Photolysis O₃ + hν → O(¹D) + O₂ has the first-order coefficient J = ∫ σ φ F dλ in s⁻¹, with cross section σ in cm², quantum yield φ and F in photons cm⁻² s⁻¹ nm⁻¹. Let L be the radiance and μ the magnitude of the zenith-angle cosine.

Predict: does μ belong in F?

A horizontal plate receives the irradiance E = ∫ L μ dΩ over a hemisphere. In a thin gas layer dz, light entering with weight μ travels a path dz/μ, so absorption per molecule is σ ∫ L dΩ. The actinic flux is F = ∫ L dΩ over 4π, without cosine.

The model has one wavelength bin and three streams: a beam with flux F₀ normal to itself at cosine μ₀, an isotropic sky and isotropic upwelling light.

Predict F/E for each stream.

The beam gives F = F₀ and E = μ₀F₀. An isotropic hemisphere gives F = 2πL and E = 2πL ∫₀¹ μ dμ = πL, so F = 2E. With E↓ and E↑ the diffuse irradiances,

F = F₀ + 2E↓ + 2E↑.

A Lambert surface of albedo A reflects isotropically, E↑ = A(μ₀F₀ + E↓), hence

F = F₀(1 + 2Aμ₀) + 2E↓(1 + A).

Predict the largest factors, and where the two are equal.

The beam factor reaches 3 (A = μ₀ = 1), the diffuse factor 2; they coincide at μ₀ = 1/2, or 60°.

Ocean inputs: approximate σ = 1.3×10⁻¹⁹ cm² and φ = 0.79 near 308 nm, typical A = 0.07, and illustrative μ₀ = 0.8 (37°), F₀ = E↓ = 1.0 in units of 10¹³ photons cm⁻² s⁻¹ nm⁻¹. The width Δλ = 8 nm was chosen to reproduce typical clear-sky J(O¹D) of 2–3×10⁻⁵ s⁻¹ at this solar angle, so σφΔλ = 8.2×10⁻¹⁹ cm² nm.

Compute before reading on.

The total downward irradiance is E = 1.8, E↑ = 0.126, and F rises from 3.00 to 3.25. The beam factor 1.112 and diffuse factor 1.070, weighted by F₀ and 2E↓, average to 1.084. The model's J is 2.7×10⁻⁵ s⁻¹, or 2.5×10⁻⁵ s⁻¹ without upwelling light. Inserting E for F gives 1.5×10⁻⁵ s⁻¹, 45 per cent low. In the general integral the formula holds at each wavelength, and the factor on J is the spectral factor averaged with weight σφ(F₀ + 2E↓).

Predict: is 8 per cent the gain over a black surface?

Only at fixed E↓. The air returns a fraction s of upwelling light, typically about 0.35 here. Taking the return as isotropic and E as the black-surface value, the bounces sum to E↑ = AE/(1 − As) with sE↑ extra downward. F gains 2A(1 + s)E/(1 − As) = 0.35, a factor 1.12. The three-stream formula stays exact when E↓ includes this return.

Predict: what if the sea is a flat mirror?

It reflects radiance R(μ)L, with R the unpolarised Fresnel reflectance for approximate index n = 1.35. The beam factor becomes 1 + R(μ₀) = 1.025. The albedo for isotropic sky light is 2∫₀¹ Rμ dμ = 0.069, close to the A assumed, yet the diffuse factor is 1 + ∫₀¹ R dμ = 1.18, because grazing reflection counts fully in F and little in E. The mixed factor at fixed E↓ is 1.13, neglecting waves, sky polarisation and light from within the water. The angular pattern alone thus moves the model's surface gain from 8 to 13 per cent.